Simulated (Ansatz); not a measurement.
# Ligand exchange: CBrCl2F + SnH3(CH3) → C2H3Cl2F + SnH3Br

Species: CBrCl2F (bromodichlorofluoromethane) `FC(Cl)(Cl)Br`, singlet; SnH3(CH3), singlet; C2H3Cl2F (1,1-dichloro-1-fluoroethane) `CC(F)(Cl)Cl`, singlet; SnH3Br `[Br][SnH3]`, singlet. The partners trade Br for CH3: C–Br and Sn–CH3 bonds give way to C–CH3 and Sn–Br.

Shapes, held fixed at every level: PBE0-D4/def2-TZVP. Programs: Ansatz 0.2.0. The zero-point and thermal change to 298 K, harmonic and unscaled (PBE0-D4/def2-TZVP), is +7.2 kJ/mol.

```
                level                    kind  ΔH(298 K) (kJ/mol)  less CCSD(T)/def2-TZVPP  CPU time (sum over the molecules)
          HF/def2-SVP            Hartree–Fock              -234.9                    -57.4                                  –
   PBE0-D4/def2-TZVPP           global hybrid              -182.7                     -5.2                               17 s
r2SCAN0-D4/def2-TZVPP           global hybrid              -192.1                    -14.6                               28 s
   wB97X-V/def2-TZVPP  range-separated hybrid              -186.0                     -8.5                               43 s
    B2PLYP/def2-TZVPP           double hybrid              -182.5                     -5.0                               29 s
     CCSD(T)/def2-SVP   coupled cluster or CI              -200.8                    -23.3                               18 s
      CCSD/def2-TZVPP   coupled cluster or CI              -183.8                     -6.3                                  –
   CCSD(T)/def2-TZVPP   coupled cluster or CI              -177.5                      0.0                            5.3 min
```

The highest level, CCSD(T)/def2-TZVPP, gives ΔH(298 K) = -177.5 kJ/mol; the levels span -234.9 to -177.5. The column of differences is taken from that level and isn't an error. No measured value is set beside it here. For atoms past krypton def2 sets carry core potentials with scalar relativity. Relativity is left out for Br unless named. Correlated rows may include outer-core shells of Br, Sn, which these sets cover unevenly. Times are processor times on shared x86 and Arm servers, and rough.

The exchange is strongly exothermic at every level, so its direction is not in doubt. The larger part of the driving force probably lies on the carbon side, where a weak C–Br bond on a crowded, halogen-rich centre gives way to a much stronger C–C bond. Exchanging Sn–CH3 for a polar Sn–Br bond likely adds a smaller gain.

Hartree–Fock exaggerates the exothermicity, and comparison with CCSD(T) in the same small basis shows that missing correlation accounts for more of the excess than the basis does. Correlation thus favours the reactants, which suggests a sizeable contribution from the polarisable bromine and chlorine lone pairs packed around one carbon in CBrCl2F. Triple excitations act in the same direction, but more weakly.

Enlarging the basis at the CCSD(T) level lowers the exothermicity by more than the spread among the density functionals, so their closeness to the -177.5 kJ/mol reference does not establish which of them is most accurate for this exchange.
